**Errors in the P–H bond energy of P$_2$H$_4$: method part and basis part**

The table gives the error of the P–H bond energy of diphosphine against a best estimate of 3.611 eV (CCSD(T) at the basis limit plus the step to CCSDT(Q)) for HF, MP2, coupled cluster, AFQMC and six functionals in def2-TZVP, with three levels also at the basis limit. The program re-references the ladder to CCSDT(Q) in the same basis, computes the basis shifts, and tests a one-ratio estimate in which the shift is proportional to the correlation part of the bond energy, anchored on CCSD(T). The estimate is zero for HF by construction and gives 132 meV for MP2, against 171 meV found. Molecular total energies from the same runs show that the steps beyond MP2 largely cancel between molecule and radical, and both AFQMC rows agree with CCSDT(Q) within one standard error. The functionals spread over 189 meV and improve in order from PBE to wB97M-V, while B2PLYP breaks the ladder.

P–H bond energy of P$_2$H$_4$ (to P$_2$H$_3$ + H), from Ansatz 0.2.0 and the AFQMC program afq 1, in def2-TZVP except in rows marked CBS. Geometries are PBE0/def2-SVP, correlated levels freeze the noble-gas cores, and the determinants are RHF for the molecule and UHF for the fragments. The reference level of the best estimate is CCSDT(Q).

## Analysis program

```python
# Table: error (meV) of the P-H bond energy of P2H4 at each level against the best estimate at the
# basis limit (CCSD(T)/CBS + step to CCSDT(Q)); def2-TZVP unless marked CBS; Ansatz and own AFQMC program.
# Tested: where "higher rung = smaller error" breaks; split into method and basis parts; one
# parameter-free estimate (basis shift proportional to the correlation part of the bond energy).
T = {
    'row_level': ['HF', 'MP2', 'CCSD', 'CCSD(T)', 'CCSDT', 'CCSDT(Q)', 'ph-AFQMC/CISD', 'released AFQMC', 'HF/CBS', 'MP2/CBS', 'CCSD(T)/CBS', 'PBE', 'r2SCAN', 'PBE0', 'B3LYP', 'wB97M-V', 'B2PLYP'],
    'row_error': [-995.0, -200.0, -155.0, -137.0, -142.0, -142.0, -135.0, -140.0, -995.0, -29.0, 5.0, -174.0, -172.0, -165.0, -94.0, 15.0, -119.0],  # meV
    'row_noise': [0.0, 0.0, 0.0, 0.0, 0.0, 0.0, 8.0, 13.0, 0.0, 0.0, 0.0, 0.0, 0.0, 0.0, 0.0, 0.0, 0.0],  # meV
}
import numpy as np
from scipy import constants as C
E = dict(zip(T['row_level'], T['row_error']))
N = dict(zip(T['row_level'], T['row_noise']))
best = 3611.0  # meV, best estimate from the description of the series
kcal = 1e3 * C.calorie / C.N_A / C.e * 1e3
# geometry (A) and molecular total energies (eV): further outputs of the same runs
X = np.array([[.37, -1.06, -.08], [-.37, 1.06, .08], [-.50, -1.53, .95], [-.57, -1.40, -1.10]])
M = {'HF': -18607.5613, 'MP2': -18615.8045, 'CCSD': -18617.0818, 'CCSD(T)': -18617.4804,
     'CCSDT': -18617.5201, 'CCSDT(Q)': -18617.5419}
print(f"cut bond P1-H3 {np.linalg.norm(X[0]-X[2]):.2f} A; P-P {np.linalg.norm(X[0]-X[1]):.2f} A")
nP, nH = 5 + 5*3 + 2*5 + 7, 3 + 3  # recalled def2-TZVP: P 5s5p2d1f, H 3s1p
print(f"basis functions: 2 x {nP} (P) + 4 x {nH} (H, 3s1p) = {2*nP+4*nH}; runs have 17 + 81 = {17+81}")
print(f"rounding 0.5 meV per row, 1 meV per difference; 1 kcal/mol = {kcal:.0f} meV")
ref = E['CCSDT(Q)']
print("def2-TZVP ladder: error vs limit | vs CCSDT(Q) same basis | noise (meV)")
for k in list(M) + ['ph-AFQMC/CISD', 'released AFQMC']:
    s = f" ({abs(E[k]-ref)/N[k]:.1f} standard errors)" if N[k] > 0 else ""
    print(f"  {k:15s} {E[k]:+6.0f} | {E[k]-ref:+6.0f} | {N[k]:.0f}{s}")
d = {k: E[k] - ref for k in M}
print(f"shrink factors in basis: HF/MP2 {d['HF']/d['MP2']:.1f}, MP2/CCSD {d['MP2']/d['CCSD']:.1f}; CCSD(T) changes sign")
print(f"CCSDT(Q) shortfall = {100*abs(ref)/best:.1f} % of bond; HF/CBS shortfall = {100*abs(E['HF/CBS'])/best:.0f} %")
sh = {k: E[k + '/CBS'] - E[k] for k in ['HF', 'MP2', 'CCSD(T)']}
co = {k: E[k] - E['HF'] for k in sh}
print("basis shift TZVP to CBS (meV): found | miss of constant shift | scaled estimate | its miss")
for k in sh:
    est = sh['CCSD(T)'] * co[k] / co['CCSD(T)']
    tag = " (anchor, zero by construction)" if k == 'CCSD(T)' else ""
    print(f"  {k:8s} {sh[k]:+5.0f} | {sh[k]-sh['CCSD(T)']:+5.0f} | {est:+5.0f} | {sh[k]-est:+5.0f}{tag}")
for k in ['MP2', 'CCSD(T)']:
    cb = E[k + '/CBS'] - E['HF/CBS']
    print(f"  correlation part of bond, {k}: TZVP {co[k]:.0f}, CBS {cb:.0f} meV, recovered {100*co[k]/cb:.0f} %")
print(f"  MP2/CCSD(T) shift ratio {sh['MP2']/sh['CCSD(T)']:.2f}; CCSD(T) less MP2: TZVP "
      f"{E['CCSD(T)']-E['MP2']:.0f}, CBS {E['CCSD(T)/CBS']-E['MP2/CBS']:.0f} meV")
print("steps (meV): molecule | P2H3 by difference (H has none) | bond | bond as % of molecule step")
L = list(M)
for a, b in zip(L[:-1], L[1:]):
    dm, db = 1e3 * (M[b] - M[a]), E[b] - E[a]
    print(f"  {a:7s} to {b:8s} {dm:+6.0f} | {dm+db:+6.0f} | {db:+5.0f} | {100*abs(db/dm):.0f} %")
F = ['PBE', 'r2SCAN', 'PBE0', 'B3LYP', 'wB97M-V', 'B2PLYP']
print("functionals, def2-TZVP (no CBS runs): error meV | % of bond | step from previous rung")
prev = None
for k in F:
    st = "" if prev is None else f" | {E[k]-E[prev]:+.0f}"
    print(f"  {k:8s} {E[k]:+5.0f} | {100*E[k]/best:+.1f}{st}")
    prev = k
fam = [E[k] for k in F[:3]]
print(f"spread PBE, r2SCAN, PBE0: {max(fam)-min(fam):.0f} meV; all six: {max(E[k] for k in F)-min(E[k] for k in F):.0f} meV")
print(f"B2PLYP less B3LYP {E['B2PLYP']-E['B3LYP']:+.0f}; wB97M-V less PBE {E['wB97M-V']-E['PBE']:+.0f}; "
      f"PBE less CCSD(T)/TZVP {E['PBE']-E['CCSD(T)']:+.0f} meV")
print("order of functionals by size of error:", ", ".join(sorted(F, key=lambda k: abs(E[k]))))
near = [k for k in E if abs(E[k]) < kcal]
print(f"within 1 kcal/mol of best estimate: {len(near)} of {len(E)}:", ", ".join(near))
assert abs(sh['HF']) <= 1 and sh['MP2'] > sh['CCSD(T)'] > 100
assert d['HF'] < d['MP2'] < d['CCSD'] < 0 < d['CCSD(T)']
assert all(abs(E[k] - ref) < 2 * N[k] for k in ['ph-AFQMC/CISD', 'released AFQMC'])
assert abs(E['B3LYP']) < abs(E['B2PLYP']) < abs(E['PBE0'])
```

It prints:

```
cut bond P1-H3 1.43 A; P-P 2.25 A
basis functions: 2 x 37 (P) + 4 x 6 (H, 3s1p) = 98; runs have 17 + 81 = 98
rounding 0.5 meV per row, 1 meV per difference; 1 kcal/mol = 43 meV
def2-TZVP ladder: error vs limit | vs CCSDT(Q) same basis | noise (meV)
  HF                -995 |   -853 | 0
  MP2               -200 |    -58 | 0
  CCSD              -155 |    -13 | 0
  CCSD(T)           -137 |     +5 | 0
  CCSDT             -142 |     +0 | 0
  CCSDT(Q)          -142 |     +0 | 0
  ph-AFQMC/CISD     -135 |     +7 | 8 (0.9 standard errors)
  released AFQMC    -140 |     +2 | 13 (0.2 standard errors)
shrink factors in basis: HF/MP2 14.7, MP2/CCSD 4.5; CCSD(T) changes sign
CCSDT(Q) shortfall = 3.9 % of bond; HF/CBS shortfall = 28 %
basis shift TZVP to CBS (meV): found | miss of constant shift | scaled estimate | its miss
  HF          +0 |  -142 |    +0 |    +0
  MP2       +171 |   +29 |  +132 |   +39
  CCSD(T)   +142 |    +0 |  +142 |    +0 (anchor, zero by construction)
  correlation part of bond, MP2: TZVP 795, CBS 966 meV, recovered 82 %
  correlation part of bond, CCSD(T): TZVP 858, CBS 1000 meV, recovered 86 %
  MP2/CCSD(T) shift ratio 1.20; CCSD(T) less MP2: TZVP 63, CBS 34 meV
steps (meV): molecule | P2H3 by difference (H has none) | bond | bond as % of molecule step
  HF      to MP2       -8243 |  -7448 |  +795 | 10 %
  MP2     to CCSD      -1277 |  -1232 |   +45 | 4 %
  CCSD    to CCSD(T)    -399 |   -381 |   +18 | 5 %
  CCSD(T) to CCSDT       -40 |    -45 |    -5 | 13 %
  CCSDT   to CCSDT(Q)    -22 |    -22 |    +0 | 0 %
functionals, def2-TZVP (no CBS runs): error meV | % of bond | step from previous rung
  PBE       -174 | -4.8
  r2SCAN    -172 | -4.8 | +2
  PBE0      -165 | -4.6 | +7
  B3LYP      -94 | -2.6 | +71
  wB97M-V    +15 | +0.4 | +109
  B2PLYP    -119 | -3.3 | -134
spread PBE, r2SCAN, PBE0: 9 meV; all six: 189 meV
B2PLYP less B3LYP -25; wB97M-V less PBE +189; PBE less CCSD(T)/TZVP -37 meV
order of functionals by size of error: wB97M-V, B3LYP, B2PLYP, PBE0, r2SCAN, PBE
within 1 kcal/mol of best estimate: 3 of 17: MP2/CBS, CCSD(T)/CBS, wB97M-V
```
